# Margin comments on the distance, pressure and temperature dependence of 10Dq: Mn²⁺ from KMgF₃ to CsCaF₃

**Conventions.** $\Delta\equiv10Dq$ is the gap between the one-electron $e_g$ and $t_{2g}$ levels of an octahedral MnF₆⁴⁻ unit, $R$ the distance between the mean Mn and F positions, and $n\equiv-d\ln\Delta/d\ln R$. The three textbook lines read

$$\frac{d\ln\Delta}{d\ln V_{\rm loc}}=-\frac n3,\qquad \left.\frac{d\ln\Delta}{dP}\right|_T=\frac{n}{3K_{\rm loc}},\qquad \left.\frac{d\ln\Delta}{dT}\right|_{P,\ \rm static}=-n\,\alpha_{\rm loc},$$

with $V_{\rm loc}\propto R^3$, $K_{\rm loc}=-dP/d\ln V_{\rm loc}$ isothermal and $\alpha_{\rm loc}=d\ln R/dT$. Each is the chain rule applied to $\Delta(R)$; the physics lies in $n$, $K_{\rm loc}$ and $\alpha_{\rm loc}$. For KMgF₃ the compiled values of Vaitheeswaran 2007 are used: $a=3.9897$ Å, $K=75.1$ GPa, $C_{11}=138$, $C_{12}=43.6$, $C_{44}=49.83$ GPa (temperature of the $C_{ij}$ not stated). A typical $\Delta\approx8400$ cm⁻¹ for KMgF₃:Mn²⁺ sets the absolute scale as an input.

## 1. Beside "n = 5": why five

Dimensional analysis alone gives only $\Delta=(ze^2/4\pi\varepsilon_0R)\,\Phi(r_d/R)$, with $-ze$ the ligand charge and $r_d$ the size of the d orbital. The power inside $\Phi$ comes from symmetry. One ligand on the $z$ axis acts on the electron through $\sum_k r^kP_k(\cos\theta)/R^{k+1}$ (atomic units, $r<R$) and shifts the orbitals with $|m|=0,1,2$ by $e_\sigma,e_\pi,e_\delta$. Six ligands give $E(e_g)=3e_\sigma+3e_\delta$ and $E(t_{2g})=4e_\pi+2e_\delta$, so $\Delta=3e_\sigma-4e_\pi+e_\delta$. The angular averages of $P_2$ are $2/7,\,1/7,\,-2/7$ and those of $P_4$ are $6/21,\,-4/21,\,1/21$. In this combination $k=0$ and $k=2$ cancel, odd $k$ vanish by parity, $k>4$ cannot couple two d functions, and $k=4$ leaves $35/21$:

$$\Delta=\frac53\,\frac{z\langle r^4\rangle}{R^5}.$$

The five is one power from Coulomb's law and four from the lowest cubic multipole. With an approximate free-ion $\langle r^4\rangle\approx5.5\,a_0^4$, $z=1$ and $R=2.06$ Å (comment 4) the model gives about 2250 cm⁻¹. As typical knowledge and not as a measurement, this is too low by a factor of three to four for Mn²⁺ in fluorides. Most of $\Delta$ therefore has another origin, and its exponent cannot be taken over from electrostatics without argument (comment 3).

## 2. Beside "r < R": the exponent runs from −4 to 5

The expansion holds only inside the ligand sphere; in general $\langle r^4\rangle/R^5$ becomes $\langle r_<^4/r_>^5\rangle$. For a Slater 3d function $r^2e^{-\zeta r}$ the one control parameter is $x=2\zeta R$, and

$$\Big\langle \frac{r_<^4}{r_>^5}\Big\rangle=\frac{2\zeta}{6!}\,(A_{\rm in}+A_{\rm out}),\quad A_{\rm in}=\frac{\gamma(11,x)}{x^5},\quad A_{\rm out}=x^4(1+x)e^{-x},$$

with $\gamma$ the lower incomplete gamma function. On differentiation the boundary terms $\pm x^5e^{-x}$ cancel, and

$$n(x)=5-\frac{9A_{\rm out}}{A_{\rm in}+A_{\rm out}}.$$

- Large $x$: $n\simeq5-9x^9(1+x)e^{-x}/10!$, an exponentially small correction.
- Small $x$: $n\simeq-4+9x^2/11$; the charges lie inside the orbital and $\Delta$ falls on compression.
- Crossover: $n=0$, the maximum of $\Delta$, at $x=5.7$.

Matching $\langle r^4\rangle=5040/(2\zeta)^4$ to $5.5\,a_0^4$ gives $\zeta=2.75\,a_0^{-1}$, $x=21.4$ and $n=4.97$; the maximum would lie at 0.55 Å. Slater's rules give the more diffuse $\zeta=5.6/3=1.87\,a_0^{-1}$, $x=14.5$, $n=4.4$. Penetration lowers $n$, by at most about half a unit here.

The rest of the lattice scales with $a$ and not with $R$. A charge at distance $d$ along the unit vector $(u,v,w)$ is weighted by $d^{-5}$ times $\frac52(u^4+v^4+w^4-\frac35)$. Relative to the six ligands of the unrelaxed perovskite, the 8 A⁺ ions at $(1,1,1)a/2$ add $+5.70$ %, the 6 B²⁺ at $(2,0,0)a/2$ add $-6.25$ % and the 24 F⁻ at $(2,1,0)a/2$ add $+1.43$ %, together $+0.9$ %; the remaining shells out to $3a/2$ give under 1 % each. This near cancellation is the licence to treat $\Delta$ as a function of $R$ alone.

## 3. Beside "n is empirical": the covalent exponent

Let the $e_g$ level be pushed up by a ligand combination lying $E_{\rm CT}$ below it, with hopping $V\propto R^{-m}$, and leave $t_{2g}$ nonbonding. Then $\Delta=\sqrt{E_{\rm CT}^2/4+V^2}-E_{\rm CT}/2$, and with $E_{\rm CT}\propto R^{-q}$

$$n=m(1+s)-qs,\qquad s=\frac{1}{\sqrt{1+4V^2/E_{\rm CT}^2}}=\frac{E_{\rm CT}}{E_{\rm CT}+2\Delta}.$$

At $q=0$ the ionic limit is $n\simeq2m(1-V^2/E_{\rm CT}^2)$, the covalent limit $n\simeq m(1+E_{\rm CT}/2V)$, and the change sets in near $V=E_{\rm CT}/2$. Harrison's scaling $m=7/2$ confines $n$ between 3.5 and 7. For $\Delta=8400$ cm⁻¹ $=1.04$ eV and an illustrative $E_{\rm CT}=8$ eV, $V/E_{\rm CT}=0.38$ and $n=6.3$; a gap that widens on compression with $q=1.6$ brings this to 5. A value near five can thus arise from a mechanism without multipoles, and finding it does not confirm the point-charge picture. Below, $n=5$ is a working value; the static shifts scale as $n/5$.

Nor need the law be a power. Let $\epsilon=\ln(R/R_0)$. An exponential law with the same slope at $R_0$ gives $\ln(\Delta/\Delta_0)=-n(e^\epsilon-1)$, which differs from $-n\epsilon$ by $-n\epsilon^2/2$. Across the series $\epsilon=0.058$ (comment 4) and the difference is 0.008, so the series fixes a slope and no functional form. An uncertainty of 0.01 Å at each end of the 0.12 Å span leaves $n$ uncertain by 12 %. In reverse the law is a fine ruler: 50 cm⁻¹ in $\Delta$ corresponds to $R\,\delta\Delta/n\Delta=0.0025$ Å.

## 4. Beside "V": whose volume

$R$ is not $a/2$. Model the octahedron as a sphere of natural radius $R_i$ and bulk modulus $K_i$ in a hole of radius $R_h=a/2$ of an isotropic host with moduli $K,G$. In the host the radial displacement is $Ar+B/r^2$ and $\sigma_{rr}=3KA-4GB/r^3$; an applied pressure $P$ fixes $A=-P/3K$. With misfit $\delta=\ln(R_i/R_h)$ and interface pressure $p$, matching radii in linear elasticity gives $\delta-p/3K_i=-P/3K+(p-P)/4G$, whence

$$\ln\frac{R}{R_h}=f\delta-\frac{P}{3K_{\rm loc}},\qquad f=\frac{3K_i}{3K_i+4G},\qquad K_{\rm loc}=K\,\frac{3K_i+4G}{3K+4G}.$$

The parameter is $3K_i/4G$. When it is small the host clamps the ligands, $f\simeq3K_i/4G$ and $R\to a/2$; when large, $f\simeq1-4G/3K_i$ and the octahedron keeps its own size. The crossover is $3K_i=4G$. At fixed $f$, $d\ln R/d\ln a=1-f$, so along a series

$$d\ln\Delta/d\ln a=-n(1-f).$$

A continuum applied to seven atoms is good for scaling and not for the third figure. KMgF₃ is at least nearly isotropic: $(C_{11}-C_{12})/2=47.2$ GPa, $C_{44}$ is 1.06 times this, and the Voigt average is $G=(C_{11}-C_{12}+3C_{44})/5=48.8$ GPa. With $K_i=K$, $f=0.54$, close to the crossover, and $n(1-f)=2.3$. Take a typical natural distance $R_i\approx2.11$ Å, approximate lattice constants for the other three hosts and the same $f$ throughout. The model's values are:

| host | $a$ (Å) | $\delta$ | $R$ (Å) | $\Delta/\Delta_{\rm KMgF_3}$ | $\Delta$ (10³ cm⁻¹) |
|---|---|---|---|---|---|
| KMgF₃ | 3.9897 | 0.056 | 2.056 | 1 | 8.4 (input) |
| KZnF₃ | 4.055 | 0.040 | 2.071 | 0.963 | 8.1 |
| RbCdF₃ | 4.40 | −0.042 | 2.151 | 0.797 | 6.7 |
| CsCaF₃ | 4.52 | −0.069 | 2.178 | 0.749 | 6.3 |

Setting $R=a/2$ would give a ratio of 0.54 for CsCaF₃. Constant $f$ is the weak point. An ionic modulus scales dimensionally as $e^2/a^4$, a factor 0.607 from KMgF₃ to CsCaF₃, which gives $K=46$, $G=30$ GPa, $f=0.66$, $R=2.16$ Å and a ratio of 0.78. The third figures in the table show the trend only. In perovskite phases with tilted octahedra the cell can shrink at almost fixed $R$, and the exponent with respect to cell volume drops further; all of the above refers to the cubic phase.

## 5. Beside "K local": between host and guest

$K_{\rm loc}$ tends to $K$ for $G\to\infty$ and to $K_i$ for $G\to0$ (an octahedron in a fluid), and equals $K$ when $K_i=K$. The last case gives for KMgF₃ $n/3K=0.022$ GPa⁻¹, or $1.9\times10^2$ cm⁻¹ GPa⁻¹.

The misfit brings two corrections that are not negligible. The squeezed octahedron already bears $p=4Gf\delta=5.9$ GPa at $P=0$. With a typical $K'=dK/dP\approx4.5$ its tangent modulus is 26 GPa higher, $K_{\rm loc}$ becomes 89 GPa and the slope 0.019 GPa⁻¹, or $1.6\times10^2$ cm⁻¹ GPa⁻¹. (The secant modulus, $K+K'p/2$, lengthens $R$ by only 0.005 Å.) Against this, the host stiffens under load and pushes the misfit back. Letting $G$ depend on $P$ in the matching condition multiplies $dp/dP$ by $1+(f\delta\,G'/G)/(1/3K+1/4G)$; for an approximate $G'=dG/dP\approx1.5$ the added term is 0.10, which undoes about half of the first correction. Both are estimates, since a full treatment needs third-order elastic constants.

In CsCaF₃ the signs reverse. With the scaled moduli the host alone suggests 0.037 GPa⁻¹. The linear model with $K_i=75.1$ GPa gives $K_{\rm loc}=61$ GPa and 0.027 GPa⁻¹; the tension $p=-5.3$ GPa softens the guest, leading to $K_{\rm loc}=49$ GPa and 0.034 GPa⁻¹. The $G'$ term is $-0.14$ and again pulls back between the two. Multiplied by the smaller $\Delta$ (ratio 0.78), the model's slope is 1.8 to $2.2\times10^2$ cm⁻¹ GPa⁻¹: the softer lattice and the smaller splitting largely compensate.

If the compiled modulus is of acoustic origin it is adiabatic; $(C_{11}+2C_{12})/3=75.07$ GPa is the same number. The isothermal one is smaller by the fraction $3\alpha\gamma_GT=0.03$ at 300 K ($\gamma_G$ from comment 7), well inside the spread above.

## 6. Beside "dP": finite pressure

With $K_{\rm loc}(P)=K+K'P$ (Murnaghan's form) the slope integrates to

$$\frac{\Delta(P)}{\Delta(0)}=\Big(1+\frac{K'P}{K}\Big)^{n/3K'}=1+\frac n3\frac PK+\frac12\,\frac n3\Big(\frac n3-K'\Big)\frac{P^2}{K^2}+\dots$$

The small parameter is $K'P/K$, not $P/K$, and the crossover lies at $P=K/K'=17$ GPa for $K=75.1$ GPa. The curvature is negative as long as $n<3K'$: stiffening outweighs the steepening of the power law. Beyond the crossover $\Delta\propto P^{n/3K'}$ with exponent 0.37, an asymptote that the equation of state supports only qualitatively. At 10 GPa the linear law gives 1.22, the quadratic 1.18 and the closed form 1.19 ($\ln$ ratio 0.174). The high-spin regime ends when the $t_{2g}^5$ state, at $15B+10C-2\Delta$ above ${}^6A_{1g}$ before configuration mixing, comes down; with the Racah parameters of comment 9 this needs $\Delta=23250$ cm⁻¹, a bond 18 % shorter.

## 7. Beside "−nα": the static term

Heating changes the misfit by $(\alpha_i-\alpha_h)\,dT$, where $\alpha_i$ and $\alpha_h$ are the linear coefficients of free guest and host, so

$$\alpha_{\rm loc}=f\alpha_i+(1-f)\alpha_h+\delta f(1-f)\,\frac{d\ln(K_i/G)}{dT}.$$

For an illustrative $2\times10^{-4}$ K⁻¹ in the last derivative the third term is $3\times10^{-6}$ K⁻¹ in KMgF₃. Taking $\alpha_{\rm loc}\approx2.0\times10^{-5}$ K⁻¹, a typical host value at 300 K, the static shift is $-1.0\times10^{-4}$ K⁻¹ or $-0.84$ cm⁻¹ K⁻¹. The ratio of thermal to pressure slope is $-3\alpha_{\rm loc}K_{\rm loc}$, free of $n$: 4.5 MPa K⁻¹ with the host modulus, so 1 GPa offsets $2.2\times10^2$ K of heating at this rate.

The coefficient is not constant. In the Grüneisen approximation $3\alpha=\gamma_GC_V/KV$ with constant $\gamma_G/KV$, so $\alpha$ follows the heat capacity. For a Debye solid with classical limit $\alpha_\infty$:

- $T\ll\Theta$: $\alpha/\alpha_\infty\simeq(4\pi^4/5)(T/\Theta)^3$ and $\int_0^T\alpha\,dT'\simeq\alpha_\infty\pi^4T^4/5\Theta^3$.
- $T\gg\Theta$: $\alpha/\alpha_\infty\simeq1-\Theta^2/20T^2$ and $\int_0^T\alpha\,dT'\simeq\alpha_\infty(T-3\Theta/8+\Theta^2/20T)$.
- The two leading forms of $\alpha$ meet at $T=0.234\,\Theta$.

The compiled $a$, $K$ and the above $G$ give a density of 3.15 g cm⁻³, a Debye mean sound velocity $[(2v_t^{-3}+v_l^{-3})/3]^{-1/3}=4.36$ km s⁻¹ and, with five atoms per cell, $\Theta=5.6\times10^2$ K; the crossover is at 131 K for $\Theta=560$ K. At 300 K, $\alpha/\alpha_\infty=0.845$ and $\gamma_G=1.6$. The expansion from 0 to 300 K equals the room-temperature $\alpha$ times 166 K, so $\Delta$ falls statically by the fraction 0.017 ($1.4\times10^2$ cm⁻¹) where $n\alpha T$ would say 0.030. A single $\Theta$ is crude for a five-atom cell with optical modes.

## 8. Beside "static": what the word leaves out

The first moment of an absorption band samples $\Delta$ over the vibrational distribution, and the average of a curved function shifts at fixed $R$. Let each ligand contribute $r^{-n}$ times the angular weight of comment 2, and let $\sigma_\parallel^2$ and $\sigma_\perp^2$ be the mean-square Mn–F relative displacements along the bond and along each transverse axis. The second derivatives on the axis are $n(n+1)$ and $-(n+10)$, in units of $R^{-n-2}$, so in fixed cubic axes

$$\frac{\langle\delta\Delta\rangle}{\Delta}=\frac{\tfrac12n(n+1)\,\sigma_\parallel^2-(n+10)\,\sigma_\perp^2}{R^2}.$$

For $n=5$ this is $15(\sigma_\parallel^2-\sigma_\perp^2)/R^2$: isotropic motion does nothing, because $Y_4/r^5$ obeys Laplace's equation. Of the transverse coefficient, $n$ comes from the true bond being longer than $R$ by $\sigma_\perp^2/R$, and 10 from the ligand leaving the axis. The second part is not safe. The same displacements mix $e_g$ with $t_{2g}$ in second order, and for a rigid libration of the octahedron, which cannot alter the gap at fixed bond length, the mixing cancels the 10 completely. Two cases are therefore kept, transverse coefficient $n$ (libration) and $n+10$ (no mixing), as indicators and not as strict bounds.

For Einstein modes $\sigma^2=(\hbar/2\mu\omega)\coth(\hbar\omega/2k_BT)$, constant up to exponentially small terms for $k_BT\ll\hbar\omega/2$ and equal to $k_BT/\mu\omega^2$ plus a $1/T$ correction above. With $\mu=14.1$ u and illustrative wavenumbers of 400 (stretch) and 200 cm⁻¹ (transverse), at 300 K $\sigma_\parallel^2=0.0040$ and $\sigma_\perp^2=0.013$ Ų, with slopes $7.71\times10^{-6}$ and $3.85\times10^{-5}$ Ų K⁻¹. In units of $10^{-5}$ K⁻¹ at $R=2.06$ Å:

| term | libration | no mixing |
|---|---|---|
| stretch | +2.7 | +2.7 |
| transverse | −4.5 | −13.6 |
| dynamic sum | −1.8 | −11 |
| static | −10 | −10 |
| total | −12 | −21 |

The dynamic part lies between a fifth of the static one and its equal, and the model's total is $-1.0$ to $-1.8$ cm⁻¹ K⁻¹. Both parts become linear in $T$ in the classical regime, so a high-temperature slope cannot separate them, and $\alpha_{\rm loc}$ read from $d\Delta/dT$ alone can come out too large by up to a factor of about two. The dynamic sum changes sign at $\sigma_\perp^2=3\sigma_\parallel^2$ in the first case and at $\sigma_\perp^2=\sigma_\parallel^2$ in the second.

## 9. Beside "the band shifts": 10Dq is not a band

High-spin d⁵ has no transition at $\Delta$. The lowest band, ${}^6A_{1g}\to{}^4T_{1g}(G)$, is the lowest eigenvalue of the Tanabe–Sugano matrix in the basis $t_{2g}^4e_g$, $t_{2g}^3e_g^2$, $t_{2g}^2e_g^3$, measured from ${}^6A_{1g}$:

$$\begin{pmatrix}10B+6C-\Delta&-3\sqrt2B&C\\-3\sqrt2B&19B+7C&-3\sqrt2B\\C&-3\sqrt2B&10B+6C+\Delta\end{pmatrix}.$$

At $\Delta=0$ the eigenvalues are the free-ion ${}^4G$, ${}^4P$, ${}^4F$ at $10B+5C$, $7B+7C$, $22B+7C$. The field couples ${}^4G$ with element $-\Delta$ to a state that is 4/5 ${}^4P$ and 1/5 ${}^4F$, so

- weak field: $E\simeq10B+5C-\Delta^2\left[\dfrac{4/5}{2C-3B}+\dfrac{1/5}{12B+2C}\right]$, with slope $dE/d\Delta\to0$;
- strong field: $E\simeq10B+6C-\Delta-(18B^2+C^2/2)/\Delta$, with slope $\to-1$.

For approximate $B\approx800$ and $C\approx3450$ cm⁻¹ the weak-field slope reaches $-1$ at $\Delta=2.6\times10^3$ cm⁻¹, which marks the crossover, and the whole series lies on the strong side. Diagonalisation at 8400 cm⁻¹ gives $E=1.925\times10^4$ cm⁻¹ and $dE/d\Delta=-0.93$. At fixed $B$ and $C$ the band in KMgF₃:Mn²⁺ then moves to the red by 1.5 to $1.7\times10^2$ cm⁻¹ GPa⁻¹ and, from static expansion alone, to the blue by 0.78 cm⁻¹ K⁻¹ at 300 K. These are the model's numbers, proportional to the assumed $n$ and $\Delta$. Any drift of $B$ and $C$ adds to them; it can be read from the ${}^4A_{1g},{}^4E_g(G)$ line at $10B+5C$, which does not depend on $\Delta$.